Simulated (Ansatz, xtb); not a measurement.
## Two isomers of H4N2SiTe

Structure X is `N[Si@@H]1N[Te]1`, a singlet and structure Y is `N[Si](N)=[Te]`, a singlet. Both are isolated molecules in the gas phase, relaxed with B3LYP-D3(BJ)/def2-SVP; the shapes shown needn't be the lowest conformers.

X (Å):

```
atom    x (Å)    y (Å)    z (Å)
   N  -0.7572   0.1917   2.2480
   N   0.5063   0.8348  -0.2654
  Si  -0.7309  -0.0399   0.5582
  Te  -1.3892   1.6776  -1.1339
   H  -0.4889   1.0927   2.6343
   H  -1.4411  -0.2848   2.8277
   H  -1.0888  -1.4470   0.2601
   H   1.0154   0.3621  -1.0153
```

Y (Å):

```xyz
8

N    -0.4559    0.5220    2.1650
N    -0.1702   -0.5087   -0.3647
Si   -0.8868    0.7431    0.5353
Te   -2.2149    2.4478   -0.3093
H    -0.7856    1.1686    2.8734
H     0.1274   -0.2212    2.5350
H     0.4080   -1.2566    0.0040
H    -0.3055   -0.5589   -1.3685
```

Problem. Estimate E(Y) − E(X) at the level CCSD(T)/def2-SVP + ΔMP2/def2-TZVPP.

Solution. Calculated at CCSD(T)/def2-SVP + ΔMP2/def2-TZVPP: E(Y) − E(X) = −38.1 kcal/mol, so structure Y lies lower.

Level by level:

```json
{"level": "GFN2-xTB", "geometry": "GFN2-xTB", "E(Y) − E(X) (kcal/mol)": "−17.1", "departure from the last row (kcal/mol)": "+20.9", "job, with rough time for the two": "optimisation, 0.93 s"}
{"level": "HF/STO-3G", "geometry": "GFN2-xTB", "E(Y) − E(X) (kcal/mol)": "−37.1", "departure from the last row (kcal/mol)": "+1.0", "job, with rough time for the two": "single point, 3.8 s"}
{"level": "r2SCAN-D4/def2-SVP", "geometry": "GFN2-xTB", "E(Y) − E(X) (kcal/mol)": "−41.8", "departure from the last row (kcal/mol)": "−3.8", "job, with rough time for the two": "single point, 12 s"}
{"level": "B3LYP-D3(BJ)/def2-SVP", "geometry": "B3LYP-D3(BJ)/def2-SVP", "E(Y) − E(X) (kcal/mol)": "−40.7", "departure from the last row (kcal/mol)": "−2.6", "job, with rough time for the two": "optimisation, 2.7 min"}
{"level": "HF/def2-SVP", "geometry": "B3LYP-D3(BJ)/def2-SVP", "E(Y) − E(X) (kcal/mol)": "−50.2", "departure from the last row (kcal/mol)": "−12.1", "job, with rough time for the two": "part of the CCSD(T) run"}
{"level": "MP2/def2-SVP", "geometry": "B3LYP-D3(BJ)/def2-SVP", "E(Y) − E(X) (kcal/mol)": "−42.1", "departure from the last row (kcal/mol)": "−4.0", "job, with rough time for the two": "part of the CCSD(T) run"}
{"level": "CCSD(T)/def2-SVP", "geometry": "B3LYP-D3(BJ)/def2-SVP", "E(Y) − E(X) (kcal/mol)": "−40.1", "departure from the last row (kcal/mol)": "−2.0", "job, with rough time for the two": "single point"}
{"level": "CCSD(T)/def2-SVP + ΔMP2/def2-TZVPP", "geometry": "B3LYP-D3(BJ)/def2-SVP", "E(Y) − E(X) (kcal/mol)": "−38.1", "departure from the last row (kcal/mol)": "", "job, with rough time for the two": "single point, 2 min"}
```

As drawn, Y has 1 Si=Te, 1 N–H in place of 1 N–Te, 1 Si–Te, 1 Si–H. Structure X has a 3-membered ring, Y no ring.

None of the levels shown reverses the order. The largest departure from CCSD(T)/def2-SVP + ΔMP2/def2-TZVPP is that of GFN2-xTB, 20.9 kcal/mol. The last row adds to CCSD(T) the change of the MP2 difference between the two basis sets, here +2.0 kcal/mol.

With harmonic frequencies from B3LYP-D3(BJ)/def2-SVP (ideal gas, rigid rotor, one conformer each, 298.15 K, 1 atm): on the last row, ΔE + ΔZPE = −36.0, ΔH = −35.7, ΔG = −35.9 kcal/mol.

The correlated steps freeze 11 core orbitals; the filled d shell of Te is correlated, in a basis made for valence electrons. Atoms past krypton carry core potentials in the def2 sets, other sets are all-electron and non-relativistic, and no spin–orbit term is included. Mirror images aren't counted in ΔG. Run with Ansatz 0.2.0, xtb 6.7.1; the last row on 1 thread of AMD EPYC (Zen 3) on a shared host.

Y is strongly favoured over X, mainly because isomerisation exchanges a weak N–Te bond and a Si–H bond for a strong N–H bond, while also opening a strained three-membered ring. The Si=Te π bond is intrinsically weak because of poor overlap with the diffuse tellurium p orbitals, but donation from the two amino lone pairs into the electron-poor silicon centre probably offsets much of that cost.

Hartree–Fock with def2-SVP exaggerates the preference, and correlation brings it down, which suggests that X, with its compact ring and adjacent lone pairs on N and Te, gains more correlation energy. The close agreement of HF/STO-3G with the last row is therefore best read as error cancellation. Zero-point energy also trims Y's advantage, as expected when a stiff N–H stretch replaces a softer Si–H one, but the free-energy order stays clear.

This preference concerns isolated monomers and doesn't establish that Y would persist in bulk, where unhindered Si=Te compounds tend to oligomerise.
